## Stretching and shearing lutetium selenide

Lutetium selenide, LuSe, has the rocksalt structure: each atom has six neighbours of the other kind, at right angles to one another. The table strains this crystal in two ways at once. The second strain, u, stretches it equally along x and y, while its height along z is held fixed. The first strain, s, is a shear that changes the right angle between x and y by s radians. A shear of opposite sign gives a mirror image of the same crystal and the same energy. All energies come from density-functional theory and are counted from the unstrained crystal.

Rocksalt LuSe computed with Ansatz 0.2.0: scalar-relativistic PBEsol, PAW, plane waves to 420 eV, 14×14×14 k mesh, Gaussian smearing of 0.15 eV, no spin polarisation. The first strain is the engineering shear xy, the second an equal normal strain along the cubic axes x and y. Free energies are relative to the relaxed, unstrained crystal.

```csv
second strain,free energy change at first strain 0 (meV an atom),free energy change at first strain 0.035 (meV an atom),free energy change at first strain 0.07 (meV an atom),free energy change at first strain 0.14 (meV an atom)
-0.04000,65.0,66.5,71.5,97.3
-0.03000,35.2,36.5,40.9,63.8
-0.02000,15.1,16.2,19.9,40.2
-0.01000,3.7,4.5,7.7,25.3
0.00000,0.0,0.7,3.2,18.4
0.01000,3.3,3.8,5.7,18.5
0.02000,12.7,13.0,14.3,24.7
0.03000,27.5,27.6,28.3,36.5
0.04000,46.8,46.7,46.9,53.0
```

### 1. Which costs more, an in-plane stretch of 0.04 or a shear of 0.14?

The stretch does, at 46.8 meV an atom against 18.4 for the shear, although the shear is the larger strain. A stretch along x and y lengthens four of the six Lu–Se contacts of each atom in full proportion to u. A shear mainly tilts these contacts. A contact of length d along x ends up with length d√(1 + s²/4), which is about d(1 + s²/8), so even the largest shear lengthens it by only about a quarter of a percent.

A square frame of four stiff bars, hinged at the corners and braced by springs along its diagonals, behaves in the same way. Pulling it larger strains the bars, while skewing it strains only the springs. In the crystal the bars are Lu–Se contacts and the diagonals join like atoms; at a shear of 0.14 one set of diagonals shrinks from 3.93 to 3.65 Å. The frame explains which strain is the stiffer one, but it has neither long-range electrostatic forces nor conduction electrons, so it can't supply the actual constants.

### 2. Why does compression cost more than equal expansion?

Without shear, the two ends of the table cost 65.0 and 46.8 meV an atom. Atoms pushed together repel each other more and more steeply, whereas the pull that resists separation grows more gently. The energy curve is therefore lopsided. Near rest the difference is small: at strains of 0.01 the two costs are 3.7 and 3.3 meV an atom.

### 3. What elastic constants follow from these energies?

For small strains the energy per volume is (C₁₁ + C₁₂)u² for the stretch and ½C₄₄s² for the shear. Averaging compression and expansion removes the lopsided part and gives C₁₁ + C₁₂ of about 260 GPa, whether strains of 0.01 or of 0.04 are used. The shear constant is some thirty times smaller, about 8 GPa from the smallest shear.

The size of the shear matters, however. The same formula applied at a shear of 0.14 returns 14 GPa. The cost therefore grows faster than s², by which a shear of 0.14 would cost sixteen times as much as one of 0.035. Repulsion along the shortened diagonals may contribute, but it is unlikely to be the main cause. It should fade as the crystal expands, whereas the extra cost is about 7 meV an atom in the unstretched row and still about 8 in the most expanded one. A linear stress calculation needs the small-strain value. The larger figure describes the average stiffness over a big distortion.

### 4. Does a given shear cost the same in every row?

No. A shear of 0.14 adds 32 meV an atom in the most compressed row and only 6 in the most expanded one, and this cost falls at every step between them. Stretching the crystal in the plane makes it easier to shear.

The diagonals suggest why. Shear shortens one diagonal and lengthens the other by the same fraction, so to first order the gain and the loss cancel. What remains is the curvature of the repulsion between like atoms, and this fades quickly as they move apart. In the frame, the diagonal springs would become weaker as the frame grows.

This argument points in the right direction but doesn't give the full size of the trend. The Lu–Se contacts even work against it: the slight lengthening that shear brings costs energy when they are already stretched, and saves some when they are compressed. Fading repulsion alone would always leave some resistance, yet for small shears the resistance all but vanishes at the expanded end. Something in the bonding must therefore favour the shear. The conduction electron that LuSe has for each Lu atom may contribute, but that is a guess.

### 5. Can the energy of a combined strain be found by adding the two separate energies?

Only roughly, because the cost of shear depends on the stretch. The simplest correction follows from symmetry. Since s and −s give the same energy, the lowest term that mixes the two strains must be proportional to u s².

Its strength can be taken from small shears and tested on a large one. A straight line fitted to the cost of a 0.035 shear in all nine rows falls by 19.4 meV an atom per unit of u. A shear of 0.14 is four times larger, so the mixed term is sixteen times larger: 16 × 19.4 ≈ 310 meV an atom per unit of u.

Take the most compressed row, u = −0.04. The stretch alone costs 65.0 and the shear alone 18.4 meV an atom, which add up to 83.4. The mixed term contributes 0.04 × 310 ≈ 12.4, giving 95.8, and the table has 97.3. The small-shear energy of this row was part of the fit, but its energy at a shear of 0.14 was not.

This is also the row where the corrected estimate does worst, since higher mixed terms begin to count under strong compression. Over the whole column, the typical error drops from about 8 meV an atom for plain addition to 0.6 with the mixed term. Both figures include the unstretched row, where either estimate is exact by construction. The output after this text compares both estimates row by row.

### 6. If the crystal is held at a shear of 0.14, which in-plane strain does it prefer?

It prefers a slight expansion. In the column for that shear, the energies at u = 0 and u = 0.01 are almost equal, at 18.4 and 18.5 meV an atom, so the minimum lies about halfway between them. A parabola through the three central rows puts it at 0.49 percent.

The mixed term explains this shift. Expansion costs an energy that grows as u², but it makes the existing shear cheaper by an amount that grows as u. For a small enough expansion the saving is the larger of the two. Balancing them with the coupling found from small shears predicts 0.45 percent, close to the computed minimum.

About half of this expansion merely restores the area of the xy plane, which this kind of shear reduces slightly. The rest is a real growth in area. A sheared crystal held at its original dimensions in all three directions therefore pushes outwards along x and y. Softening under expansion and outward pressure under shear are two results of one coupling.

### 7. Which digits can be trusted?

The broad softening is safe, because it spans tens of meV and runs smoothly through all the rows. The bottom row needs more care. There the energy at a shear of 0.035 is 46.7 meV an atom, against 46.8 without shear, as if the stretched crystal would rather be skewed.

Rounding isn't the cause: the unrounded energies differ by 0.11 meV an atom, and the cost of this shear falls almost along a straight line through all nine rows. But LuSe is a metal, and an error from the k mesh or from the smearing of the electron occupations could shift the whole line by such a small amount. The table supports the statement that resistance to small shears nearly disappears at an in-plane expansion of 3 to 4 percent. A claim that the crystal distorts by itself would first need a finer mesh and a narrower smearing.

### 8. What would change if the height were free, or if lutetium were replaced?

A stretched crystal would usually become thinner if its height could adjust, and a compressed one taller. Either change can only lower the energy at a given strain, so the table overstates the cost for a film whose height is free. Letting the atoms move within the cell would change nothing, because symmetry already fixes their positions.

Replacing lutetium by a lanthanide with a partly filled 4f shell would call for a different calculation. The 4f shell of lutetium is full, so leaving out spin polarisation should do little harm here. An open shell can carry a magnetic moment, and its strongly interacting electrons need a treatment beyond the one used for this table.

The analysis program printed:

```
fit of cost3 on 9 rows: constant 0.6745 +/- 0.0032, coefficient of u -19.41 +/- 0.12; rms 0.00845, worst 0.01 -0.0131, leave-one-out rms 0.0108
C11 plus C12 from in-plane strains of 0.01 (GPa): 259.9
C11 plus C12 from in-plane strains of 0.04 (GPa): 261.7
effective C44 from shear 0.035 (GPa): 8.401
effective C44 from shear 0.07 (GPa): 9.783
effective C44 from shear 0.14 (GPa): 14.06
ratio of C11 plus C12 to C44 at the smallest strains: 30.93
extra cost of compression over expansion at 0.04 without shear (meV an atom): 18.2
Shear costs and predictions for shear 0.14 (meV an atom):
    row  cost of shear 0.035  cost of shear 0.14  computed total  plain addition  with coupling
  -0.04                1.445                32.3            97.3            83.4          95.83
  -0.03                1.249                28.6            63.8            53.6          62.92
  -0.02                 1.06                25.1            40.2            33.5          39.71
  -0.01               0.8755                21.6            25.3            22.1          25.21
    0.0                0.687                18.4            18.4            18.4           18.4
   0.01               0.4935                15.2            18.5            21.7          18.59
   0.02                0.288                  12            24.7            31.1          24.89
   0.03                0.082                   9            36.5            45.9          36.58
   0.04                -0.11                 6.2              53            65.2          52.77
cost of shear 0.14 in the most compressed row over that in the most expanded row: 5.21
in-plane strain where the fitted cost of shear 0.035 reaches zero: 0.03474
rms miss of plain addition at shear 0.14 (meV an atom): 8.438
rms miss with coupling at shear 0.14 (meV an atom): 0.6055
best in-plane strain at shear 0.14 from the three central rows (percent): 0.4857
best in-plane strain at shear 0.14 predicted by the coupling (percent): 0.4477
in-plane strain that would just keep the area at shear 0.14 (percent): 0.245
rough cost of lengthening the in-plane Lu-Se contacts by shear 0.14 (meV an atom): 0.2083
shortened in-plane Se-Se distance at shear 0.14 and no in-plane strain (angstrom): 3.651
```
